# The double Weyl node that lost its charge: SrSi₂ on a fourfold axis

## The rule on a rotation axis

Let two non-degenerate bands cross at a generic point $k_0$ of an $n$-fold axis $z$. I measure $\mathbf k$ from the crossing, set $k_\pm=k_x\pm ik_y$ and $\sigma_+=(\sigma_x+i\sigma_y)/2$, and write $H=\mathbf d(\mathbf k)\cdot\boldsymbol\sigma$ with energies $\pm|\mathbf d|$.

The rotation acts as $D=\mathrm{diag}(u_c,u_v)$ with $u=e^{-2\pi i j/n}$, and it sends $k_\pm\to e^{\pm2\pi i/n}k_\pm$. Symmetry demands $DH(\mathbf k)D^{-1}=H(R\mathbf k)$. Since $D\sigma_+D^{-1}=(u_c/u_v)\sigma_+$, a term $k_+^pk_-^q\sigma_+$ is allowed only if

$$u_c/u_v=e^{2\pi i(p-q)/n}.$$

The lowest monomials give the classification of Fang, Gilbert, Dai and Bernevig (2012).

| $n$ | $u_c/u_v$ | leading coefficient of $\sigma_+$ | $J$ |
|---|---|---|---|
| any | $1$ | constant, bands repel | none |
| 2 | $-1$ | $k_-$ and $k_+$ | 1 |
| 3, 4, 6 | $e^{\mp2\pi i/n}$ | $k_\mp$ | 1 |
| 4 | $-1$ | $k_-^2$ and $k_+^2$ | 2 |
| 6 | $e^{\mp2\pi i/3}$ | $k_\mp^2$ | 2 |
| 6 | $-1$ | $k_-^3$ and $k_+^3$ | 3 |

With rotation alone, $J=2$ needs $C_4$ or $C_6$, and $J=3$ needs $C_6$. When the ratio is $-1$ both partners appear, as in $ak_-^2+bk_+^2$, and the larger one sets the sign of the charge. I put $b=0$ at first.

**Question.** SrSi₂ has screw axes. Does the table survive?

It does. The crystal is cubic and chiral, space group $P4_332$ or its mirror image. The fractional translation multiplies $u_c$ and $u_v$ by the same phase, which cancels in the ratio. Huang and co-workers (2016) predicted charge-2 nodes on the fourfold axes from density functional calculations. The 24 rotations of the point group carry a point on $[001]$ into six copies of equal charge.

## Inputs and three working formulas

For the coefficient $a$ I use a minimal model. Without spin-orbit coupling there is a spin-degenerate single Weyl node between orbitals $A$ and $B$, to which I assign angular momenta 0 and 1. With spin, $B\!\uparrow$, $A\!\uparrow$, $B\!\downarrow$, $A\!\downarrow$ have $j=\tfrac32,\tfrac12,\tfrac12,-\tfrac12$. Equal spins couple through $uk_-$, and spin-orbit coupling mixes the two $j=\tfrac12$ states by $\Delta$. Other spin-orbit terms I set to zero. The outer states differ by two units of $j$, so their ratio is $-1$. Eliminating the inner pair couples them by $-(u^2/\Delta)k_-^2$. The sign goes into a basis phase, and $a=u^2/\Delta$.

Assumed inputs, of a plausible order and not fitted to any band structure: $u=1.0$ eV Å, $\Delta=20$ meV, and axial slope $V=\hbar v=1.5$ eV Å. Then $a=50$ eV Å$^2$, equivalent to a mass $\hbar^2/2a=0.076\,m_e$. All numbers today are this model's.

Take $d_x-id_y=ak_-^J$ and leave $d_z(k_z)$ open. With $\rho=ak_\perp^J$ the surface $|\mathbf d|=E$ has $\rho^2=E^2-d_z^2$. The number of upper-band states below $E$, per node and volume and with no spin factor, is a stack of discs:

$$N(E)=\frac{1}{8\pi^2}\int dk_z\,k_\perp^2,\qquad g=\frac{dN}{dE}.$$

The interband conductivity of a clean node at $T=0$, with the chemical potential at the node, is

$$\sigma_{ii}=\frac{\pi e^2}{\hbar^2\omega}\int\!\frac{d^3k}{(2\pi)^3}\Big[|\partial_i\mathbf d|^2-(\partial_i|\mathbf d|)^2\Big]\delta(\hbar\omega-2|\mathbf d|).$$

Put $\varepsilon=\hbar\omega/2$. The bracket, averaged over $x$ and $y$, is $J^2\rho^2(1+d_z^2/\varepsilon^2)/2k_\perp^2$. For $z$ it is $d_z'^2\rho^2/\varepsilon^2$, with $d_z'=\partial d_z/\partial k_z$. The delta function removes the $k_\perp$ integral through $\partial|\mathbf d|/\partial k_\perp=J\rho^2/(k_\perp\varepsilon)$, and

$$\sigma_{xx}=\frac{e^2}{\hbar}\frac{J}{32\pi}\int dk_z\Big(1+\frac{d_z^2}{\varepsilon^2}\Big),\qquad \sigma_{zz}=\frac{e^2}{\hbar}\frac{1}{16\pi J\varepsilon^2}\int dk_z\,k_\perp^2\,d_z'^2,$$

over the range $|d_z|<\varepsilon$. Notice that $\sigma_{xx}$ measures little more than the length of the resonant surface along the axis.

## The wrong attempt

Everything in this section is wrong, and I show it so that you can catch it. The reasoning runs: a double Weyl fermion is called quadratic, the crystal is cubic, so the node is quadratic along $z$ as well, with the same coefficient.

$$\text{(W, wrong)}\qquad H=a\,(k_-^2\sigma_++\text{h.c.})+a\,k_z^2\,\sigma_z .$$

Set $k_z=t\sqrt{E/a}$, so that $k_\perp^2=(E/a)\sqrt{1-t^4}$. With $I_0=\int_0^1\sqrt{1-t^4}\,dt=0.874$,

$$N_W=\frac{I_0}{4\pi^2}\Big(\frac Ea\Big)^{3/2},\qquad g_W=\frac{3I_0}{8\pi^2}\frac{E^{1/2}}{a^{3/2}}.$$

The conductivities need $\int_{-1}^1(1+t^4)\,dt=12/5$ and $I_1=\int_{-1}^1t^2\sqrt{1-t^4}\,dt=0.479$:

$$\sigma_{xx}^W=\frac{3}{20\pi}\frac{e^2}{\hbar}\sqrt{\frac{\varepsilon}{a}},\qquad \sigma_{zz}^W=\frac{I_1}{8\pi}\frac{e^2}{\hbar}\sqrt{\frac{\varepsilon}{a}} .$$

At $E=2$ meV this gives $g_W=4.2\times10^{-3}$ eV$^{-1}$nm$^{-3}$ and $N_W=5.6\times10^{-6}$ nm$^{-3}$. At $\hbar\omega=4$ meV it gives $\sigma^W_{xx}=7.4$ and $\sigma^W_{zz}=2.9$ S/cm. The wrong conclusion reads: the density of states is a square root, as at a parabolic band edge, both conductivities grow as $\omega^{1/2}$, and the axial velocity plays no part.

## The symptom

Nothing in these numbers looks absurd, so test what the node is named for. I define the charge as the degree of the map $\mathbf n=\mathbf d/|\mathbf d|$ from a closed surface round the node, with outward normal, to the unit sphere. Take that surface as two large planes, one above the node and one below. On a plane of fixed $k_z$ and for $J=2$, $\mathbf d\cdot(\partial_x\mathbf d\times\partial_y\mathbf d)=4a^2k_\perp^2d_z$, so

$$C(k_z)=\frac1{4\pi}\int d^2k\,\frac{4a^2k_\perp^2d_z}{(a^2k_\perp^4+d_z^2)^{3/2}}=\operatorname{sgn}d_z .$$

For general $J$ the result is $\tfrac J2\operatorname{sgn}d_z$: one hemisphere covered $J$ times. The charge is $C(k_z>0)-C(k_z<0)$. In (W), $d_z$ is positive on both sides and the charge is $1-1=0$. We set out to describe a node of charge 2 and have built one that carries no net Berry flux and ends no Fermi arc.

There is a second sign. Add $\delta\,\sigma_z$ to (W). The rotation allows it, and for $\delta>0$ it opens a gap $2\delta$. A charged node cannot be removed by a small perturbation.

**Question.** Could a better quadratic $d_z$, say $k_z^2-\tfrac12k_\perp^2$, rescue the charge? That one changes sign.

No. If all three components are quadratic forms, then $\mathbf d(-\mathbf k)=\mathbf d(\mathbf k)$. The antipodal map of the sphere has degree $-1$, so the degree of $\mathbf n$ equals minus itself and vanishes. In your example both poles of the enclosing sphere map to the north pole, and the two halves cancel.

## The faulty line

The fault is the term $ak_z^2\sigma_z$. The rotation condition restricts powers of $k_\pm$. It says nothing about $k_z$, which the rotation leaves fixed, and $\sigma_z$ commutes with $D$. So $k_z\sigma_z$ is allowed. On the axis the two bands have different eigenvalues and cannot mix, and $2d_z$ is simply their energy difference. It passes through zero at $k_0$ with a finite slope unless something forces the slope to vanish.

Cubic symmetry does not. Time reversal and the twofold axes perpendicular to $z$ send $k_0$ to $-k_0$, and the threefold axes send it to other axes. They relate the six nodes to one another. None of them fixes $k_0$ while reversing $k_z$ about it. A cubic crystal has an isotropic conductivity tensor, but its nodes are uniaxial.

**Question.** Then does (W) describe anything?

Yes. For $\delta<0$, $d_z=ak_z^2-|\delta|$ has zeros at $k_z=\pm\sqrt{|\delta|/a}$ with opposite slopes, which are nodes of charge $\pm2$. So (W) has the form of the critical point where such a pair is born out of a gapped phase. It takes one tuned parameter to reach, and it is not a single node.

## The mended calculation

$$H=a\,(k_-^J\sigma_++\text{h.c.})+Vk_z\sigma_z .$$

For $V>0$ the charge is $J/2-(-J/2)=J$. A term $\delta\sigma_z$ now only shifts the node along the axis. Put $k_z=xE/V$, so $k_\perp^2=(E/a)^{2/J}(1-x^2)^{1/J}$, and let $B_J=\int_{-1}^1(1-x^2)^{1/J}dx=\mathrm B(\tfrac12,1+\tfrac1J)$. Then, for either sign of $E$,

$$g(E)=\Big(1+\frac2J\Big)\frac{B_J}{8\pi^2V}\Big(\frac{|E|}{a}\Big)^{2/J}.$$

With $\int_{-1}^1(1+x^2)\,dx=8/3$,

$$\sigma_{xx}=\frac{J e^2\omega}{24\pi\hbar v},\qquad \sigma_{zz}=\frac{e^2}{\hbar}\frac{VB_J}{16\pi J\varepsilon}\Big(\frac{\varepsilon}{a}\Big)^{2/J}\propto\omega^{2/J-1}.$$

The in-plane conductivity is linear in $\omega$ for every $J$ and does not contain $a$. For $J=1$, $B_1=4/3$ and $a=V$ return the isotropic results $g=E^2/2\pi^2V^3$ and $\sigma=e^2\omega/24\pi\hbar v$. For $J=2$, $B_2=\pi/2$:

$$N=\frac{E^2}{16\pi aV},\quad g=\frac{|E|}{8\pi aV},\quad \sigma_{xx}=\frac{e^2}{\hbar}\frac{\varepsilon}{6\pi V},\quad \sigma_{zz}=\frac{e^2}{\hbar}\frac{V}{64a}.$$

The thermal electron density with the chemical potential at the node is $n=\int_0^\infty g\,dE/(e^{E/k_BT}+1)$. It equals $(\pi^2/12)(k_BT)^2/8\pi aV$, where (W) gives $T^{3/2}$.

## The size of the error

One number controls it, the ratio of the axial half-lengths of the two surfaces:

$$\eta=\frac{\sqrt{E/a}}{E/V}=\frac{V}{\sqrt{aE}} .$$

At 2 meV the half-lengths are $6.3\times10^{-3}$ and $1.3\times10^{-3}$ Å$^{-1}$, and $\eta=4.7$. Dividing the formulas gives $g_W/g=(3I_0/\pi)\eta$, $N_W/N=(4I_0/\pi)\eta$, $\sigma^W_{xx}/\sigma_{xx}=\tfrac9{10}\eta$ and $\sigma^W_{zz}/\sigma_{zz}=(8I_1/\pi)/\eta$. In the table $k_BT=0.86$ meV at 10 K, ratios come from unrounded values, and $10^{-6}$ nm$^{-3}=10^{15}$ cm$^{-3}$.

| model quantity, per node | wrong | mended | ratio | four-band shift |
|---|---|---|---|---|
| $g$(2 meV), $10^{-3}$ eV$^{-1}$nm$^{-3}$ | 4.2 | 1.1 | 4.0 | +13 % |
| $N$(2 meV), $10^{-6}$ nm$^{-3}$ | 5.6 | 1.1 | 5.3 | +8 % |
| $n$(10 K), $10^{-6}$ nm$^{-3}$ | 1.6 | 0.32 | 5.0 | +12 % |
| $\sigma_{xx}$(4 meV), S/cm | 7.4 | 1.7 | 4.3 | −6 % |
| $\sigma_{zz}$(4 meV), S/cm | 2.9 | 11 | 0.26 | +17 % |

The error grows as $E^{-1/2}$ towards the node. It would shrink to order one only at $E=V^2/a=45$ meV, where $\eta=1$, and that lies above $\Delta$, outside the two-band picture. A genuine curvature term $ak_z^2\sigma_z$ may sit beside the linear one. At the tip of the 2 meV surface it is $1/\eta^2=4.4$ % of the linear term. The wrong attempt kept the small term and dropped the large one.

**Question.** Where does the last column come from?

From the four-state chain, solved exactly. Give the $B$ states $+Vk_z$ and the $A$ states $-Vk_z$. All couplings join $A$ to $B$, so $E^2=V^2k_z^2+s^2$, where $s$ is $\rho$ or $\rho+\Delta$ and now $u^2k_\perp^2=\rho(\rho+\Delta)$. The disc formula gives, for $0<E<\Delta$,

$$N=\frac{E^2}{16\pi aV}\Big(1+\frac{8E}{3\pi\Delta}\Big),\qquad g=\frac{E}{8\pi aV}\Big(1+\frac{4E}{\pi\Delta}\Big).$$

The Fermi integral of the extra term gives the shift of $n$. For $\sigma_{zz}$ the matrix element keeps its form and the measure $k_\perp dk_\perp$ gains $1+2\rho/\Delta$, which gives $1+16\varepsilon/3\pi\Delta$. For $\sigma_{xx}$, $J$ is replaced under the integral by $2w$, with $w=(\rho+\Delta)/(2\rho+\Delta)$ the weight of the low states on the outer two sites. Transitions that involve the far bands start at $\hbar\omega=\Delta$. These shifts are why I print two figures. They are small against factors of 4 to 5. Far above $\Delta$ the model is two single nodes, $g$ goes over to $E^2$, and $\sigma_{xx}$ returns to $2e^2\omega/24\pi\hbar v$, the same line as at low frequency.

**Question.** You cannot measure one node. What would a cubic crystal show?

Of the six nodes, two have their axis along the field and four across it, so $\sigma=2\sigma_{zz}+4\sigma_{xx}$. At 4 meV the mended model gives 30 S/cm and the wrong one 35 S/cm, a ratio of only 1.2, because the two errors have opposite signs. The four-band value is 33 S/cm, so a single frequency would not expose the slip. The frequency dependence does. At 0.4 meV the mended sum is 24 S/cm, close to the plateau $2\sigma_{zz}$, while the wrong sum has fallen to 11 S/cm on its way to zero. The two-band $\sigma_{xx}$ equals $\sigma_{zz}$ only at $\hbar\omega=3\pi V^2/16a=27$ meV, beyond the range of that model. The linear law is right for each node, yet in this cubic model it rides on a constant.

**Question.** You dropped $bk_+^2$, and real nodes tilt.

Both change prefactors and leave the exponent of $g$ alone. For real $b=ra$ with $|r|<1$, $\rho=ak_\perp^2\sqrt{1+r^2+2r\cos4\phi}$, and the angular average of $k_\perp^2$ multiplies $g$ by $(2/\pi)K(m=r^2)$, with $K$ the complete elliptic integral. An assumed $r=0.5$ adds 7 %. A tilt $\tau Vk_z\sigma_0$ with $|\tau|<1$ turns the half disc in the plane of $\rho$ and $Vk_z$ into a half ellipse and multiplies $g$ by $(1-\tau^2)^{-3/2}$, which adds 15 % for an assumed $\tau=0.3$. It leaves $\sigma_{xx}$ and $\sigma_{zz}$ unchanged at $T=0$ with the chemical potential at the node. Since $|\tau Vk_z|<|\mathbf d|$, the lower band stays filled and the upper band empty, and a $\sigma_0$ term alters neither the transition energy $2|\mathbf d|$ nor the interband matrix element. The terms $k_\perp^2\sigma_z$ and $k_\perp^2\sigma_0$ scale like the leading ones when $J=2$. The first is removed from $g$ by a shear of $k_z$ with unit Jacobian. All of these respect the scaling $k_z\sim E$, $k_\perp\sim E^{1/2}$, so $g\propto|E|$, $\sigma_{xx}\propto\omega$ and a constant $\sigma_{zz}$ stand as long as the Fermi surface at the node energy remains a point.

**Question.** How much of this should I expect in an actual SrSi₂ crystal?

Be careful there. A chiral crystal has no mirror or inversion to tie opposite charges to one energy, so the chemical potential cannot in general sit at both families of nodes, and the other family adds a Fermi pocket that I left out. Beyond that, the typical picture from transport is a narrow-gap semiconductor with a gap of a few tens of meV and carrier densities of order $10^{-2}$ nm$^{-3}$ or more. I quote that as typical knowledge, not as a measurement. The model's six nodes hold $1.9\times10^{-6}$ nm$^{-3}$ at 10 K, too low by more than three orders of magnitude, and for a gapped crystal the model's interband absorption at 4 meV would be absent altogether. The table belongs to an idealised band-inverted crystal with the assumed $u$, $\Delta$ and $V$. What carries over to any such node is the structure: the eigenvalue ratio fixes the in-plane power, the axial dispersion is linear, and making it quadratic overstates $g$ by $(3I_0/\pi)\,V/\sqrt{aE}$ while setting the charge to zero.